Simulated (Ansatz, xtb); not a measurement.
A ladder of methods for SiNH5 (Si(NH2)H3)

SiNH5 has 7 atoms, charge 0, and is taken as a singlet. SMILES: `[H][Si]([H])([H])N`. The shape is that of a GFN2-xTB optimisation.

```jsonl
{"atom": "Si", "x (Å)": "-0.0007", "y (Å)": "0.0024", "z (Å)": "-0.6830"}
{"atom": "N", "x (Å)": "0.0907", "y (Å)": "0.1787", "z (Å)": "1.0286"}
{"atom": "H", "x (Å)": "0.7077", "y (Å)": "-0.4282", "z (Å)": "1.5438"}
{"atom": "H", "x (Å)": "-0.7637", "y (Å)": "0.3074", "z (Å)": "1.5458"}
{"atom": "H", "x (Å)": "1.3878", "y (Å)": "-0.0099", "z (Å)": "-1.1355"}
{"atom": "H", "x (Å)": "-0.7479", "y (Å)": "1.1693", "z (Å)": "-1.1461"}
{"atom": "H", "x (Å)": "-0.6738", "y (Å)": "-1.2197", "z (Å)": "-1.1536"}
```

Quantity: the electronic atomisation energy, in eV. The values are calculated. Electronic energies at fixed atoms, without zero-point motion or spin-orbit coupling.

```tsv
level	kind	program	value (eV)	less FCI/STO-3G	CPU time (all runs)
GFN1-xTB	semi-empirical	xtb	34.64	+11.95	under 2 s
HF/STO-3G	Hartree–Fock	Ansatz	19.89	-2.80	0.14 s
r2SCAN/STO-3G	meta-GGA	Ansatz	26.59	+3.90	4.4 s
r2SCAN0/STO-3G	hybrid meta-GGA	Ansatz	26.16	+3.47	4 s
wB97M-V/STO-3G	range-separated hybrid	Ansatz	27.64	+4.95	21 s
RPA@PBE/STO-3G	RPA	Ansatz	22.61	-0.08	2.2 s
MP2/STO-3G	perturbation theory	Ansatz	21.98	-0.71	0.16 s
CCSDT(Q)/STO-3G	coupled cluster or CI	Ansatz	22.69	0.00	0.59 s
FCI/STO-3G	exact in the basis	Ansatz	22.69	0.00	9.9 s
```

FCI/STO-3G is exact within its basis and frozen core, so for wave-function methods in that basis the difference is their error; functionals converge differently with the basis, so for them it is only a difference. The values span 19.89 to 34.64 eV. The xTB rows lack spin polarisation, so open shells miss the exchange term that lowers them. All rows use very small basis sets, so none should be taken for the real molecule's value. Times are those of the runs behind each value, whatever else they computed, on shared processors of several kinds: orders of magnitude only.

Hartree–Fock underbinds because forming the Si–N, Si–H and N–H bonds creates new opposite-spin pairs whose correlation it omits. In a minimal basis the separated atoms have few or no empty valence orbitals to correlate into, so nearly all the correlation energy counts towards binding. MP2 recovers most of the deficit, and CCSDT(Q) matches FCI to the printed precision, as expected for a closed-shell molecule of ordinary σ bonds with little static correlation.

The near-coincidence of RPA@PBE with FCI probably owes something to cancellation, since RPA usually underbinds molecules. The density functionals lie well above FCI, probably because their correlation comes from the density and needs no virtual orbitals, while the rigid basis still leaves the free atoms too high in energy. The GFN1-xTB value fits a parametrisation aimed at structures and vibrations rather than total bond energies. The close agreement at the coupled-cluster end says nothing about how these methods would handle a stretched Si–N bond, where static correlation grows.
